Ansatz 0.2.0, HSE06 with plane waves and PAW potentials, for stishovite (SiO2, P4_2/mnm, 6 atoms per cell) at fixed c/a, with atomic positions relaxed at r2SCAN in the strained cells. Wave cutoff 420 eV, 4×4×6 k mesh, fixed occupations, no spin polarisation or spin–orbit coupling. Gaps are the least found over the mesh and the named k points.

```
volume (Å³/atom)     c/a  shortest distance (Å)  band gap (eV)  least direct gap (eV)
           6.893  0.6377                  1.703          9.212                  9.212
           7.111  0.6377                  1.718          9.111                  9.111
           7.333  0.6377                  1.732          8.765                  8.765
           7.560  0.6377                  1.746          8.201                  8.201
           7.791  0.6377                  1.760          7.661                  7.661
           8.027  0.6377                  1.773          7.145                  7.145
           8.268  0.6377                  1.786          6.655                  6.655
           8.514  0.6377                  1.799          6.183                  6.183
           8.764  0.6377                  1.811          5.736                  5.736
           8.881  0.6377                  1.817          5.535                  5.535
```

Stishovite, the dense form of SiO2 with six oxygen neighbours around each silicon, loses band gap whenever its cell is made larger. Between the volumes 7.333 and 8.881 Å³/atom the gap falls by 3.23 eV, although the edges of the cell grow by less than 7 %. A response this strong and this regular can be estimated on paper. The estimate needs one known gap, one slope, and an idea of where the slope comes from, because the same idea suggests why the estimate fails at the top of the table.

The gap is the distance from the highest filled level to the lowest empty one. In each row the band gap equals the least direct gap, and both levels lie at Γ, the point where the electron wave has the same phase in every cell. The volume dependence is therefore a matter of two levels, and the question is why compression drives them apart.

Take the empty state first. In silica the lowest empty state at Γ is usually described as spread over the whole crystal and antibonding between silicon and oxygen: the wave changes sign between the two kinds of atom. It must also stay orthogonal to the filled oxygen states, which forces further oscillations on it. When the cell shrinks, the same pattern has to fit into less space, the wave becomes more sharply curved, and its kinetic energy rises. In the language of bonds, silicon and oxygen orbitals overlap more, and the antibonding combination is pushed up.

The highest filled state has a different character. In the usual description it consists mainly of oxygen 2p orbitals that take little part in the bonds to silicon, much like lone pairs. A shorter bond acts on such a state less than on an antibonding one. The upper level therefore climbs away from the lower one, and the gap opens.

Electrostatics acts in the same direction. An electron on oxygen is held by the positive silicon ions around it, while an electron on silicon is repelled by the negative oxygen ions. Bringing the ions closer strengthens both effects and separates oxygen-like from silicon-like levels. The table supports the sign of this whole argument, but it gives only the gap, so it cannot tell how much is due to overlap and how much to electrostatics.

To guess the trend in a related solid, ask what the two edge states are. With a spread-out antibonding state above weakly bonding anion p states, the gap can be expected to widen on compression, as long as these two states remain the edges. The sign is not universal: the indirect gap of crystalline silicon, whose edge states are of another kind, narrows under pressure.

It is tempting to turn the kinetic-energy argument into a formula at once and to let the whole gap grow as the inverse square of the cell edge, like the level spacing of a particle in a box. One percent of edge would then change the gap by two percent, which is about 0.15 eV here. The computed change is about three times as large. At 8.881 Å³/atom the box formula gives 7.02 eV where the calculation gives 5.54 eV.

The box formula fails because the gap is not itself a kinetic energy. It is what remains when large kinetic and potential contributions to two levels are subtracted from each other. These contributions respond differently to volume, so a modest percentage change in each can produce a large percentage change in the small remainder. The slope of the gap must therefore be taken from data and can't be read off from the size of the gap.

The simplest assumption that respects this is that equal fractional changes of volume shift the gap by equal amounts. Write E for the gap, V for the volume per atom, and E0 and V0 for their values in a reference row. For a small step,

change of E = −D × (change of V) / V

and adding up many small steps gives

E = E0 − D ln(V/V0).

The constant D is the volume deformation potential of the gap, with its sign chosen so that D is positive here. For moderate changes the logarithm can be replaced by the volume difference divided by the mean of the two volumes, which leaves a rule for pencil and paper:

E ≈ E0 − D × (V − V0) / ((V + V0)/2).

The row at 7.791 Å³/atom is a good reference because its computed pressure, about −2 GPa, is the closest to zero. The runs carry a warning that their convergence thresholds were loose for stresses, so this pressure is approximate, but the neighbouring rows lie much further off, at about 8 and −11 GPa. The gap of the reference row is E0 = 7.66 eV. One more row fixes D: on going to 8.268 Å³/atom the gap falls by 1.01 eV for a fractional volume change of 0.059, which gives D of about 17 eV. Since one percent of edge is about three percent of volume, the rule can be remembered as half an electronvolt per percent of cell edge.

Now estimate the gap at 8.514 Å³/atom, a row that had no part in setting D. The steps are

V − V0 = 8.514 − 7.791 = 0.723
mean volume = 8.152
fraction = 0.723 / 8.152 = 0.0887
shift = −17 eV × 0.0887 = −1.51 eV
E ≈ 7.66 − 1.51 = 6.15 eV.

The calculation gives 6.18 eV, so the estimate is low by 0.03 eV.

The second example goes the other way, to the compressed cell at 7.333 Å³/atom, which was not used for D either:

V − V0 = 7.333 − 7.791 = −0.458
mean volume = 7.562
fraction = −0.458 / 7.562 = −0.0606
shift = +1.03 eV
E ≈ 7.66 + 1.03 = 8.69 eV.

The computed gap is 8.77 eV. The estimate is again low, now by less than 0.1 eV, which is small beside a shift of about 1 eV.

From 7.333 Å³/atom upwards the rule stays within 0.10 eV of the computed gaps, and the largest miss is at the largest volume. The misses have a pattern: the estimate is too low towards both ends of this range. The reason is that D is not strictly constant. Near the compressed end one percent of edge is worth about 0.56 eV, near the expanded end about 0.45 eV. A response that stiffens on compression is what the picture of a squeezed wave suggests, though it does not prove that picture.

This curvature can be built in by writing the gap as a constant plus a term in the inverse square of the edge. A least-squares fit of this form to the eight rows from 7.333 Å³/atom upwards has a typical miss of only 0.02 eV. The price is a constant of about −18 eV, which has no physical meaning of its own; it merely balances the other term. For work by hand the logarithmic rule is easier, and the curved form is more useful as a second opinion on where the smooth trend ends.

That end comes at the top of the table. At 6.893 Å³/atom the hand rule predicts 9.74 eV, but the computed gap is 9.21 eV. The curved form overshoots even more, by 0.66 eV, so the failure does not come from the choice of a logarithm. Over the last percent of compression the gap gains only about 0.1 eV, a fifth of what the rule promises.

The band edges of the same calculations show which level is responsible. Their absolute values are measured from a zero that shifts with volume, so the movement of a single edge has no direct meaning, but a sudden break in that movement does. The valence edge moves smoothly through all the rows. The conduction edge rises faster and faster as the cell shrinks to 7.333 Å³/atom, by up to 1.07 eV per percent of edge, and then slows to 0.87 and 0.64 eV in the last two steps.

The higher empty levels at Γ show why: a different state, less sensitive to volume, has become the lowest one. At 7.333 Å³/atom it is still the second empty level, at 19.170 eV, 0.23 eV above the conduction edge. At 7.111 Å³/atom it is the lowest, at 19.823 eV, and the steep antibonding state has moved up to second place, at 20.068 eV. Each state keeps its own pace through the exchange, about 0.64 eV per percent of edge for the newcomer and 1.1 eV for the antibonding state, so the two simply cross. The antibonding state keeps climbing, but it no longer defines the gap. Energies alone do not tell which orbitals the newcomer is made of, so its character remains open.

The crossing carries a lesson for extrapolation. The gap is set by the lowest empty level, so a new state can take over only by lying below the old one. If the filled edge continues smoothly, a rule that follows the old state accurately will then give too large a gap. A straight line through the gaps at moderate strains gives no hint of when this will happen; following the second empty level as well as the lowest does.

The row at 7.111 Å³/atom shows how easily the change can be overlooked. The hand rule misses it by only 0.10 eV, about as much as at the expanded end. Yet the estimate has swung from too low at 7.333 Å³/atom to too high here, while the curved form, which follows the smooth rows closely, overshoots by 0.19 eV. The good agreement comes from two errors that partly cancel, and 7.333 Å³/atom is the safer limit for the rule.

In practice, the first thing to check is which length has been measured. From the reference row to the most expanded one the cell edge grows by 4.5 %, but the shortest Si–O distance by only 3.2 %, because the atoms rearrange inside the cell. Per percent of this shortest distance the gap therefore falls by about 0.66 eV. Someone who puts the strain of the shortest bond into the rule for edges will underestimate the shift by roughly a quarter. The octahedron around silicon is not regular, and at fixed cell shape its other bonds lengthen by more than the edge, so they would mislead in the opposite direction.

The second check is the kind of strain. In all rows c/a is held at 0.6377, so the edges change in proportion. A real crystal under uniform pressure would not keep this shape: in the most compressed row the computed stress, subject to the same warning about loose thresholds, is 55 GPa along c but only 45 GPa along a. The rule has no term for such a change of shape. Heating also does more than expand the lattice: atomic vibrations shift the gap directly, and they are absent from this calculation. For a heated crystal the rule supplies only the part due to expansion.

The last check concerns the reference value. HSE06 tends to give too small a gap for wide-gap insulators, so 7.66 eV should not be taken as the gap of a real crystal. A more reliable gap at a known volume can be put in its place and the slope of 17 eV kept. This assumes that the error of the functional is nearly the same at all volumes, which a table with a single level of theory cannot test.
